**Q:** I have been reading this calculated curve for white tin, the metallic form. Going to the smallest volume costs 37.82 meV per atom, while going to the largest costs only 3.64. Is tin really ten times harder to squeeze than to stretch?

ABACUS 3.10.1 calculations for white tin (I4_1/amd, 2-atom cell) with PBE, PseudoDojo 0.4.1 scalar-relativistic pseudopotentials, plane waves to 993 eV, a 9×9×9 k mesh and Fermi-Dirac smearing of 0.05 eV, without spin polarisation. The cell keeps its shape at every volume, and energies are counted from the minimum of the fitted curve.

```
volume (Å³/atom)  energy (meV/atom)  pressure (GPa)
           25.99              37.82           5.360
           26.54              21.86           3.920
           27.10              10.61           2.620
           27.65               3.58           1.470
           28.20               0.33           0.430
           28.76               0.47          -0.500
           29.31               3.64          -1.330
```

**A:** Most of that ratio comes from comparing unequal distances. The energy is counted from the minimum, which lies at 28.45 Å³ per atom, and the smallest volume is almost three times as far from it as the largest. The energy of a spring grows as the square of the displacement, so distance alone would give a ratio of 8.27. The calculated ratio is 10.39, which leaves a factor of 1.26 for a stiffness that changes along the curve.

**Q:** Then why not call tin a spring of constant stiffness and treat the rest as a small correction?

**A:** The energies look nearly like that, but the pressures show what is wrong. If the energy went as the squared change of volume, the pressure would be a straight line against volume, and equal steps of volume would bring equal steps of pressure. The volume steps here are equal apart from rounding. Yet the first pressure step is 5.36 − 3.92 = 1.44 GPa, and the last is only 0.83 GPa.

The bulk modulus makes the failure plainer. It is the volume multiplied by the rate at which pressure rises as volume falls. Between neighbouring rows it drops steadily, from 69 GPa at the compressed end to 44 GPa at the expanded end. A spring in volume would do the reverse: its rate is constant, so its modulus would shrink along with the volume. The pressures follow the slope of the energy curve, so I take them as a second view of that curve and not as separate evidence.

**Q:** Perhaps the spring is in the wrong place. Atoms are held by bonds, and bonds have lengths, not volumes. Could the asymmetry be plain geometry?

**A:** That is a better idea, and it has the right sign. Volume goes as the cube of length, so removing the same slice of volume takes a larger change of length when the cell is already small. Springs along the bonds would therefore make the solid stiffen under pressure.

The question is whether they stiffen it enough. Give both springs the equilibrium modulus of the calculated curve, 48 GPa, and ask for the energy at the smallest volume. The volume spring gives 31.9 meV per atom and the bond spring 33.9, against the calculated 37.8. Geometry closes about a third of the gap.

**Q:** So the forces themselves must grow faster than those of a spring. What pushes back?

**A:** The simplest candidate is the valence electrons. Shrink every length in the metal by the same factor, and the electron wavelengths shrink with it. Kinetic energy goes as the inverse square of the wavelength, so it rises as 1/length². The Coulomb attraction that holds the metal together deepens only as 1/length. On compression the repulsive term outruns the attractive one, and on expansion both fade.

A hydrogen atom shows the same competition. Force its orbital to be smaller or larger than it wants to be, and the kinetic energy changes as 1/radius² while the attraction to the nucleus changes as 1/radius. Too small a radius costs more than one too large by the same amount. The likeness ends with these two powers: hydrogen has one electron and no inner shells, while tin has filled inner shells that keep its valence electrons out.

**Q:** Can you turn that into a number?

**A:** Let s be the length relative to equilibrium, so that s³ is the volume divided by the equilibrium volume. The two terms are A/s² − C/s. The minimum must lie at s = 1, which requires C = 2A, and the energy above the minimum becomes A(1/s − 1)². For small changes this must agree with the ordinary bulk modulus B₀ at the equilibrium volume V₀, which fixes A = (9/2)B₀V₀.

Take the smallest volume. The ratio 25.99/28.45 has the cube root s = 0.970, so 1/s − 1 is 0.0306. A modulus of 48 GPa is 0.30 eV/Å³, and A is then 4.5 × 0.30 × 28.45 ≈ 38 eV. Multiplying by 0.0306² gives about 36 meV per atom.

The calculated energy is 37.82 meV, so the estimate is about 5% low, where the volume spring was about 16% low. This is not a blind prediction. The equilibrium volume and the modulus came from a curve through all seven energies, this row included. What the comparison tests is the shape of the curve away from its minimum.

**Q:** You gave all three pictures the same modulus. Would the springs do better if they could choose their own?

**A:** They do better, but the order stays the same. Each shape was also fitted to all seven energies with its stiffness free and the equilibrium volume held; the output below the text gives the details. All three miss most at the largest volume, by 0.85 meV for the volume spring, 0.54 for the bond spring and 0.24 for the electron gas. To reach the costly compressed rows, each shape takes on too much stiffness and then overcharges for expansion. The fitted stiffness therefore absorbs an error of shape and is no improved modulus for tin.

**Q:** The electron gas wins, then, but still falls short. Can you say by how much without going row by row?

**A:** Use the slope of the modulus, that is, how many GPa the modulus gains for each GPa of pressure. Suppose that the energy is a difference of two powers, a/sᵐ − b/sⁿ. Differentiating with respect to volume gives a pressure proportional to 1/sᵐ⁺³ − 1/sⁿ⁺³, because the two terms must cancel at s = 1. Differentiating again gives the modulus, and the ratio of the two changes at s = 1 is 2 + (m + n)/3.

This one rule covers all three pictures. A squared change of volume contains s⁶ and s³, so its exponents are −6 and −3 and its slope is −1. A squared change of length has exponents −2 and −1, which gives +1. The electron gas has 2 and 1, which gives 3.

The calculated curve has a slope of 4.66. Its exponents would have to add up to about 8, where the electron gas offers 3. The real balance is thus steeper than a simple 1/length² against 1/length.

**Q:** What supplies the extra steepness?

**A:** The simplest allowance for the inner shells is a repulsion that goes as 1/volume, an exponent of 3. Even if it replaced the kinetic term altogether, the slope would reach only 3.33. Something that rises more sharply at short range is needed. My guess is a sharper resistance of the filled inner shells, to the valence electrons and to one another, together with changes in the bonding as the atoms approach, but these energies do not separate such causes.

The same caution applies to the electron gas. The numbers show that its shape fits better than either spring. That kinetic and Coulomb energy are the reason is an argument from how they scale with length, and a good fit does not prove it.

**Q:** How would I use this on a neighbouring series?

**A:** Ask how sharply the repulsion rises when all distances shrink together. If the attraction is similar, a sharper repulsion makes the solid stiffen faster under pressure and its energy curve more lopsided. Before you compare the two sides, allow for unequal distances from the minimum.

Check also what was allowed to relax. Here the cell keeps its proportions at every volume. In a companion series for the same tin, with the ratio of its axes free, the total energy at each volume could only stay the same or fall, and the curve would usually be softer. The 48 GPa is thus the modulus of a cell of fixed shape. It also carries the habit of PBE, which tends to make heavy metals somewhat too large and too soft.

**Q:** I meet tin mostly as solder in electronic interconnects. Does the curve tell me anything there?

**A:** It tells you how the metal resists uniform pressure, and that this resistance grows as the metal is squeezed. A solder joint mostly has to survive shear, creep and repeated heating, which change its shape more than its volume. The calculation also holds the atoms still, while a joint at working temperature is expanded by their vibrations and is usually somewhat softer.

Numerical output:

```
fit of energy on 7 rows: coefficient of tvol 55.83 +/- 0.71; rms 0.534, worst 29.31 0.853, leave-one-out rms 0.928
fit of energy on 7 rows: coefficient of tlen 52.92 +/- 0.43; rms 0.343, worst 29.31 0.536, leave-one-out rms 0.61
fit of energy on 7 rows: coefficient of tgas 50.12 +/- 0.19; rms 0.158, worst 29.31 0.237, leave-one-out rms 0.292
Modulus from the row before to this row, and misses of the three fits (prediction less value):
    row  modulus_GPa  volume_spring_meV  length_spring_meV  electron_gas_meV
  25.99          n/a            -0.6637            -0.4278           -0.2009
  26.54        68.77             0.5568             0.3919            0.2165
   27.1        62.26             0.6053             0.3709            0.1338
  27.65        57.24              0.372             0.2384            0.1062
   28.2         52.8            0.06314            0.04491           0.02721
  28.76         47.3             0.1056            0.07178           0.03948
  29.31        43.82              0.853             0.5355            0.2373
Energy at smallest volume over energy at largest volume: 10.39
Same ratio expected from squared volume change alone: 8.27
Factor left for changing stiffness: 1.256
Volume change at smallest volume, percent of equilibrium: -8.658
Energy at smallest volume, volume spring with equilibrium modulus, meV/atom: 31.92
Energy at smallest volume, length spring with equilibrium modulus, meV/atom: 33.88
Energy at smallest volume, electron gas with equilibrium modulus, meV/atom: 35.99
Modulus of most compressed interval over that of most expanded: 1.569
Calculated modulus slope less the electron-gas value 3: 1.657
Highest slope with a core repulsion as 1/volume added: 3.333
```
